**Fourth ionisation energies of Ti to Cu against a Racah ground-term model**

The table holds the energy of M$^{3+}\to$ M$^{4+}$ for Ti to Cu from d-only CASSCF and SS-CASPT2 with spin-orbit state interaction (OpenMolcas, ANO-RCC-VDZP, DKH2). The program fits $\mathrm{IE} = a + s(n-1) - P\,\theta(n\ge6) + 4.5B\,w(n)$, derived from the Racah energies of the $d^n$ ground terms, to the spin-free CASSCF, SS-CASPT2 and NIST values, adding one term at a time. The rms residual falls from 1.6-1.8 eV for a line to about 0.4 eV with the pairing step and 0.10-0.19 eV with the orbital term, the worst rows being Cr for CASSCF and Cu for SS-CASPT2. It also compares the spin-orbit share with first-order Landé shifts, whose signs agree, and shows that coupling reduces the Fe-Co fall by 0.18 eV. The ladders from charges +2 and +4 of the same runs place the fall at the $d^5$-$d^6$ step in each case.

OpenMolcas 26.06, state-averaged CASSCF and SS-CASPT2 (IPEA shift 0.25 Ha, imaginary shift 0.1 Ha, 3s and 3p correlated), 3d active space, orbitals optimised for the ground spin, ANO-RCC-VDZP, DKH2, point nucleus. Ionisation energies of free M$^{3+}$ ions are between lowest computed levels, with spin-orbit coupling by RASSI; its share is the part it adds to the SS-CASPT2 value.

## Program and output

```python
# Table: ionisation energy M3+ -> M4+ (eV), Ti-Cu, OpenMolcas d-only CASSCF and SS-CASPT2 with spin-orbit
# state interaction, ANO-RCC-VDZP, DKH2. Tested: Racah ground-term model
# IE = a + s(n-1) - P[n>=6] + 4.5B w(n), P = 17.5B+7C; Lande signs of the SO share; other charge ladders.
T = {
    'element': ['Ti', 'V', 'Cr', 'Mn', 'Fe', 'Co', 'Ni', 'Cu'],
    'Z': [22, 23, 24, 25, 26, 27, 28, 29],
    'start': ['2D3/2', '3F2', '4F3/2', '5D0', '6S5/2', '5D4', '4F9/2', '3F4'],
    'end': ['1S0', '2D3/2', '3F2', '4F3/2', '5D0', '6S5/2', '5D4', '4F9/2'],
    'cas': [42.35, 46.1, 47.91, 50.33, 53.8, 49.38, 53.05, 55.38],  # eV
    'pt2': [42.8, 46.54, 48.65, 51.13, 54.67, 50.97, 55.01, 57.7],  # eV
    'so': [0.03, 0.01, -0.01, -0.03, -0.1, 0.08, 0.04, -0.02],  # eV
}
import numpy as np
from scipy.constants import e, h, c
cm = e/(h*c*100)
el = T['element']; n = np.array([int(z) for z in T['Z']]) - 21
cas, pt2, so = (np.array(T[k], float) for k in ('cas', 'pt2', 'so'))
# further outputs of the same runs: NIST reference (m measured, s semi-empirical); PT2+SO ladders from +2, +4
ref = np.array([43.26717, 46.709, 49.16, 51.21, 54.91, 51.27, 54.92, 57.38]); kind = 'mmssmsss'
q2 = np.array([27.17061, 28.96846, 30.98926, 33.77851, 30.25441, 33.82325, 36.09378, 38.0642])  # Ti-Cu d2-d9
q4 = np.array([65.00265, 69.063, 72.4334, 75.39893, 79.48962, 74.93712, 79.75405])  # V-Cu d1-d7
bR = {1: 0, 2: -8, 3: -15, 4: -21, 5: -35, 6: -35, 7: -43, 8: -50, 9: -56, 0: 0}  # B coefficients of ground terms
par = lambda k: k-1 if k <= 5 else k-6   # parallel pairs lost
w = lambda ns: np.array([(bR[k-1]-bR[k]-3.5*par(k))/4.5 for k in ns])
def fit(ns, y, cols):
    X = np.column_stack([np.ones(len(ns)), ns-1.0, -1.0*(ns >= 6), 4.5*w(ns)])[:, cols]
    p = np.linalg.lstsq(X, y, rcond=None)[0]
    return p, y-X@p
def sh(lab, k):   # first-order Lande shift of the ground level in units of zeta
    L = 'SPDF'.index(lab[1])
    return 0.0 if L == 0 else (-(L+1)/2 if k < 5 else -L/2)
co = np.array([sh(b, k-1)-sh(a, k) for a, b, k in zip(T['start'], T['end'], n)])
f = lambda v: ' '.join('%+.2f' % x for x in v)
rms = lambda r: np.sqrt(np.mean(r**2))
print('eV; rounding floor 0.005 per entry, 0.01 per difference')
print('el n w pt2-cas ref(kind) cas-ref pt2-ref so Lande_coef(zeta)')
for i in range(8):
    print(el[i], n[i], '%+.0f %.2f %.2f(%s) %+.2f %+.2f %+.2f %+.1f' % (w(n)[i], pt2[i]-cas[i], ref[i], kind[i],
          cas[i]-ref[i], pt2[i]-ref[i], so[i], co[i]))
print('mean abs error vs ref: cas %.2f pt2 %.2f; max cas %.2f pt2 %.2f' % (np.mean(abs(cas-ref)),
      np.mean(abs(pt2-ref)), max(abs(cas-ref)), max(abs(pt2-ref))))
print('steps:', ' '.join(el[i]+'-'+el[i+1] for i in range(7)))
for nm, y in (('cas', cas), ('pt2', pt2), ('ref', ref), ('pt2-so', pt2-so), ('pt2-cas', pt2-cas), ('so', so)):
    print(' %-8s' % nm, f(np.diff(y)))
Bs = {}
for nm, y in (('cas', cas-so), ('pt2', pt2-so), ('ref', ref-so)):
    r1, r2 = fit(n, y, [0, 1])[1], fit(n, y, [0, 1, 2])[1]
    p, r = fit(n, y, [0, 1, 2, 3]); Bs[nm] = p[3]
    print('%s-so: rms line %.2f, +step %.2f, +orbital %.2f; worst %s %+.2f' % (nm, rms(r1), rms(r2), rms(r),
          el[np.argmax(abs(r))], r[np.argmax(abs(r))]))
    print('  a %.2f s %.2f P %.2f 4.5B %.2f B %.3f eV (%.0f cm-1) P/5 %.2f implied C/B %.1f' % (p[0], p[1], p[2],
          4.5*p[3], p[3], p[3]*cm, p[2]/5, (p[2]/p[3]-17.5)/7))
    print('  residuals Ti..Cu', f(r))
    g = fit(n[:5], y[:5], [0, 1, 3])[0]
    print('  fit Ti-Fe only: Co-Ni pred %.2f got %.2f; Ni-Cu pred %.2f got %.2f' % (g[1]+4.5*g[2], y[6]-y[5],
          g[1]-4.5*g[2], y[7]-y[6]))
print('PT2+SO ladders, same model (SO not removed):')
for nm, ns, y, es in (('+2', np.arange(2, 10), q2, el), ('+3', n, pt2, el), ('+4', np.arange(1, 8), q4, el[1:])):
    p, r = fit(ns, y, [0, 1, 2, 3]); d = np.diff(y); j = np.argmin(d)
    print(' %s fall %s(d%d)-%s(d%d) %.2f; s %.2f P %.2f B %.3f rms %.2f max %.2f' % (nm, es[j], ns[j], es[j+1],
          ns[j+1], d[j], p[1], p[2], p[3], rms(r), max(abs(r))))
    print('    steps', f(d))
dc = pt2-cas
print('pt2-cas slope per element: Ti-Fe %.2f, Co-Cu %.2f; jump Fe-Co %.2f' % (np.polyfit(n[:5], dc[:5], 1)[0],
      np.polyfit(n[5:], dc[5:], 1)[0], dc[5]-dc[4]))
print('implied zeta (first order, cm-1):', ', '.join('%s %.0f+-%.0f' % (el[i], so[i]/co[i]*cm,
      0.005/abs(co[i])*cm) for i in (0, 4, 5)))
print('SO change Fe-Co %+.2f = %.1f %% of PT2 fall' % (so[5]-so[4], 100*(so[5]-so[4])/(pt2[4]-pt2[5])))
assert list(np.where(np.diff(pt2) < 0)[0]) == [4] and list(np.where(np.diff(cas) < 0)[0]) == [4]
assert all(np.sign(so[i]) == np.sign(co[i]) for i in range(8) if co[i] != 0)
assert all(0.05 < b < 0.3 for b in Bs.values())
assert cas[4]-cas[5] > pt2[4]-pt2[5]
```

Running it gives:

```
eV; rounding floor 0.005 per entry, 0.01 per difference
el n w pt2-cas ref(kind) cas-ref pt2-ref so Lande_coef(zeta)
Ti 1 +0 0.45 43.27(m) -0.92 -0.47 +0.03 +1.5
V 2 +1 0.44 46.71(m) -0.61 -0.17 +0.01 +0.5
Cr 3 +0 0.74 49.16(s) -1.25 -0.51 -0.01 +0.0
Mn 4 -1 0.80 51.21(s) -0.88 -0.08 -0.03 -0.5
Fe 5 +0 0.87 54.91(m) -1.11 -0.24 -0.10 -1.5
Co 6 +0 1.59 51.27(s) -1.89 -0.30 +0.08 +1.0
Ni 7 +1 1.96 54.92(s) -1.87 +0.09 +0.04 +0.5
Cu 8 +0 2.32 57.38(s) -2.00 +0.32 -0.02 +0.0
mean abs error vs ref: cas 1.32 pt2 0.27; max cas 2.00 pt2 0.51
steps: Ti-V V-Cr Cr-Mn Mn-Fe Fe-Co Co-Ni Ni-Cu
 cas      +3.75 +1.81 +2.42 +3.47 -4.42 +3.67 +2.33
 pt2      +3.74 +2.11 +2.48 +3.54 -3.70 +4.04 +2.69
 ref      +3.44 +2.45 +2.05 +3.70 -3.64 +3.65 +2.46
 pt2-so   +3.76 +2.13 +2.50 +3.61 -3.88 +4.08 +2.75
 pt2-cas  -0.01 +0.30 +0.06 +0.07 +0.72 +0.37 +0.36
 so       -0.02 -0.02 -0.02 -0.07 +0.18 -0.04 -0.06
cas-so: rms line 1.79, +step 0.42, +orbital 0.12; worst Cr -0.20
  a 42.28 s 2.92 P 7.48 4.5B 0.75 B 0.167 eV (1351 cm-1) P/5 1.50 implied C/B 3.9
  residuals Ti..Cu +0.04 +0.14 -0.20 +0.08 -0.06 -0.10 -0.06 +0.16
  fit Ti-Fe only: Co-Ni pred 3.65 got 3.71; Ni-Cu pred 2.14 got 2.39
pt2-so: rms line 1.63, +step 0.44, +orbital 0.19; worst Cu +0.36
  a 42.62 s 3.08 P 6.81 4.5B 0.74 B 0.164 eV (1324 cm-1) P/5 1.36 implied C/B 3.4
  residuals Ti..Cu +0.15 +0.09 -0.12 +0.04 -0.16 -0.31 -0.05 +0.36
  fit Ti-Fe only: Co-Ni pred 3.68 got 4.08; Ni-Cu pred 2.32 got 2.75
ref-so: rms line 1.60, +step 0.38, +orbital 0.10; worst Cu +0.16
  a 43.13 s 2.97 P 6.68 4.5B 0.67 B 0.149 eV (1202 cm-1) P/5 1.34 implied C/B 3.9
  residuals Ti..Cu +0.11 -0.07 +0.10 -0.13 -0.00 -0.11 -0.06 +0.16
  fit Ti-Fe only: Co-Ni pred 3.62 got 3.69; Ni-Cu pred 2.27 got 2.52
PT2+SO ladders, same model (SO not removed):
 +2 fall Mn(d5)-Fe(d6) -3.52; s 2.62 P 6.14 B 0.134 rms 0.24 max 0.38
    steps +1.80 +2.02 +2.79 -3.52 +3.57 +2.27 +1.97
 +3 fall Fe(d5)-Co(d6) -3.70; s 3.04 P 6.61 B 0.162 rms 0.19 max 0.34
    steps +3.74 +2.11 +2.48 +3.54 -3.70 +4.04 +2.69
 +4 fall Co(d5)-Ni(d6) -4.55; s 3.68 P 8.14 B 0.142 rms 0.17 max 0.25
    steps +4.06 +3.37 +2.97 +4.09 -4.55 +4.82
pt2-cas slope per element: Ti-Fe 0.12, Co-Cu 0.37; jump Fe-Co 0.72
implied zeta (first order, cm-1): Ti 161+-27, Fe 538+-27, Co 645+-40
SO change Fe-Co +0.18 = 4.9 % of PT2 fall
```
